## Naming five atoms by their electrons

Atoms from neighbouring groups of the periodic table differ by one whole outer electron. The charge that passes between atoms in a weakly polar solid is smaller, typically a few tenths of an electron for each atom. An atom in such a solid should therefore still be recognisable by its electrons, provided that they are counted to better than half an electron.

The compound GeSbTe₃ puts this to use. Its cell has five different sites: site 1 holds germanium, site 2 antimony, and sites 3, 4 and 5 tellurium. A density-functional calculation gave the values below, with the sites shuffled and lettered. Which letter is which site?

Löwdin populations (f left out), Bader charges and Bader volumes of the sites in GeSbTe₃ at fixed atoms (5-atom cell, space group R3m, conventional a = 4.081 Å, c = 30.008 Å). Calculated with Ansatz 0.2.0: scalar-relativistic plane-wave PAW, PBEsol functional, no spin polarisation, 420 eV cutoff, 12×12×12 k mesh and Gaussian smearing of 0.1 eV. Candidates: 3, 4, 5, 2, 1.

| row | s electrons (e) | p electrons (e) | d electrons (e) | Bader charge (e) | Bader volume (Å³) |
| --- | --- | --- | --- | --- | --- |
| A | 1.78 | 2.35 | 10.00 | 0.35 | 19.78 |
| B | 1.84 | 4.16 | 10.00 | -0.35 | 31.73 |
| C | 1.90 | 4.15 | 10.00 | -0.26 | 34.28 |
| D | 1.83 | 4.04 | 10.00 | -0.24 | 33.82 |
| E | 1.89 | 2.86 | 10.00 | 0.50 | 24.64 |

The s, p and d electrons are Löwdin populations: the computed wave functions are projected onto atomic orbitals, and each atom is credited with its share. The Bader columns come from the electron density alone. Space is cut along surfaces where the density is lowest between atoms, which gives each atom a volume. The Bader charge is the charge of the nucleus less that of the electrons inside this volume, so it is positive where electrons are lost.

### Counting the outer electrons

The d column is the same for every letter. It shows a filled inner shell, 3d in germanium and 4d in antimony and tellurium, which takes little part in bonding. The s populations are all a little below two, because the outer s pair stays largely with its atom. What separates the elements is the p shell, which holds two electrons in a free germanium atom, three in antimony and four in tellurium.

Bonding can also move electrons from s to p within one atom, and adding the two shells removes that effect. The simple model is then

$$n = n_s + n_p \approx 4\ (\text{Ge}),\quad 5\ (\text{Sb}),\quad 6\ (\text{Te}),$$

where $n_s$ and $n_p$ are the s and p populations and the whole numbers are those of the neutral atoms. It has no adjustable constant.

Take letter E. Its outer count is $n = 1.89 + 2.86 = 4.75$, which lies 0.25 from antimony's five and three times as far from germanium's four. The same sum gives 4.13 for A, which is therefore germanium. B, C and D all come out within about an eighth of an electron of six, and they are the three tellurium atoms.

### A second witness

The Bader charges test part of this result by another route. Tellurium is the most electronegative of the three elements, so it should draw electrons from the other two. B, C and D are indeed negative, while A and E are positive. This confirms which letters are tellurium, but the signs alone leave open which of A and E is germanium.

Here the sizes of the charges help. Germanium and antimony attract electrons about equally strongly, but germanium has two p electrons to share with tellurium and antimony has three. Antimony should therefore lose more in total, and E has the larger charge, 0.50 against 0.35. The ratio is close to the 3:2 of the formal charges, although a single pair of atoms doesn't establish a rule.

The volumes point the same way. Antimony lies one period below germanium and is the larger atom, and the Bader volume of E is about a quarter larger than that of A. A Bader volume also depends on the neighbours, so this is support and not proof.

### What stays open

The assignments of A to germanium and E to antimony are sure, and so is the group of three tellurium atoms. Which of B, C and D is site 3, 4 or 5 can't be decided, because the site numbers aren't tied to positions in the crystal. The two methods don't even agree on which tellurium holds the most electrons: the populations favour C and the Bader charges B.

The volumes offer a hint about the surroundings. B has the smallest volume of the three, as might suit a tellurium enclosed by metal atoms on both sides, while C and D might face a more open space between layers. That is a guess, since the table gives no positions.

The rows with their labels:

| row | s electrons (e) | p electrons (e) | d electrons (e) | Bader charge (e) | Bader volume (Å³) |
| --- | --- | --- | --- | --- | --- |
| 1 | 1.78 | 2.35 | 10.00 | 0.35 | 19.78 |
| 2 | 1.89 | 2.86 | 10.00 | 0.50 | 24.64 |
| 3 | 1.84 | 4.16 | 10.00 | -0.35 | 31.73 |
| 4 | 1.90 | 4.15 | 10.00 | -0.26 | 34.28 |
| 5 | 1.83 | 4.04 | 10.00 | -0.24 | 33.82 |

A is site 1 and E is site 2, as the count required. B, C and D are sites 3, 4 and 5, an order that only the labels supply.

### Good for names, poor for charges

With the labels known, the model can be scored over all five sites. The neutral-atom counts miss the computed ones by 0.14 electrons (root mean square), and exchanging germanium and antimony raises this to 0.52. The printed analysis that follows gives the counts site by site and these two misses for all five sites together. The margin is comfortable partly because the question asked for whole electrons, and partly because the Löwdin method tends to leave atoms near neutral. Taking the Bader charge of antimony from its five outer electrons leaves 4.50, halfway between germanium's four and its own five. A Bader count would still put the two elements in the right order, but it couldn't name antimony on its own.

The Löwdin populations do badly when asked for the charge itself. Subtracting the count from that of the neutral atom makes germanium slightly negative, at −0.13, and the tellurium of site 5 positive by the same amount. Both signs contradict the electronegativities and the Bader charges. The projection also fails to capture 0.20 electrons of the cell, which is more than the size of four of the five Löwdin charges. An error of this size is harmless in naming an element and ruinous in finding the sign of a small charge.

The near-neutral counts also shouldn't be read as a measure of how covalent the crystal is. Atomic orbitals on neighbouring atoms overlap, and the Löwdin method divides the shared density between them. It therefore tends towards neutral atoms even where a bond is polar. The Bader method assigns each region of space to one atom only, and here it finds the expected sign at every site.

Neither set of numbers gives oxidation states. The Bader charges of germanium and antimony are only about a sixth of the formal +2 and +3. Even the formal charges don't balance: the two metals can supply five electrons, whereas three tellurium atoms need six to fill their shells. The missing electron leaves a partly empty band, so this cell, computed without spin polarisation, is a metal. The site charges don't reveal where in the crystal that electron is missing.

For practical use, the two methods answer different questions. In a weakly polar solid of main-group elements, the Löwdin outer count should tell to which group of the periodic table an atom belongs, as it does here. It would not separate antimony from arsenic, which has the same five outer electrons. The Bader charge tells which way the electrons have moved. Bader charges that differ by only a few hundredths of an electron, such as those of sites 4 and 5, are too close to interpret without a test of the grid on which the density was divided.

Output of the analysis:

```
Outer electrons and charges by site (e):
  row  outer s+p  neutral atom  Loewdin charge  Bader charge
    1       4.13             4           -0.13          0.35
    2       4.75             5            0.25           0.5
    3          6             6               0         -0.35
    4       6.05             6           -0.05         -0.26
    5       5.87             6            0.13         -0.24
Rms miss of neutral-atom counts, right assignment (e): 0.1406
Rms miss with Ge and Sb exchanged (e): 0.5175
Rms miss with Sb and the lowest-count Te exchanged (e): 0.6839
Rms miss of full formal ions (e): 2.211
Largest single miss of the right assignment (e): 0.25
Gap in outer count, Sb less Ge (e): 0.62
Gap in outer count, lowest Te less Sb (e): 1.12
Spread of outer count among the three Te (e): 0.18
Outer electrons of the cell missed by the Loewdin populations (e): 0.2
Mean Bader charge of the three Te (e): -0.2833
Ratio of Bader charges, Sb to Ge (formal charges give 1.5): 1.429
Bader charge of Ge as percentage of formal +2: 17.5
Bader charge of Sb as percentage of formal +3: 16.67
Bader volume of Sb over that of Ge: 1.246
Smallest Te Bader volume less that of Sb (cubic angstrom): 7.09
Spread of Bader volume among the three Te (cubic angstrom): 2.55
```
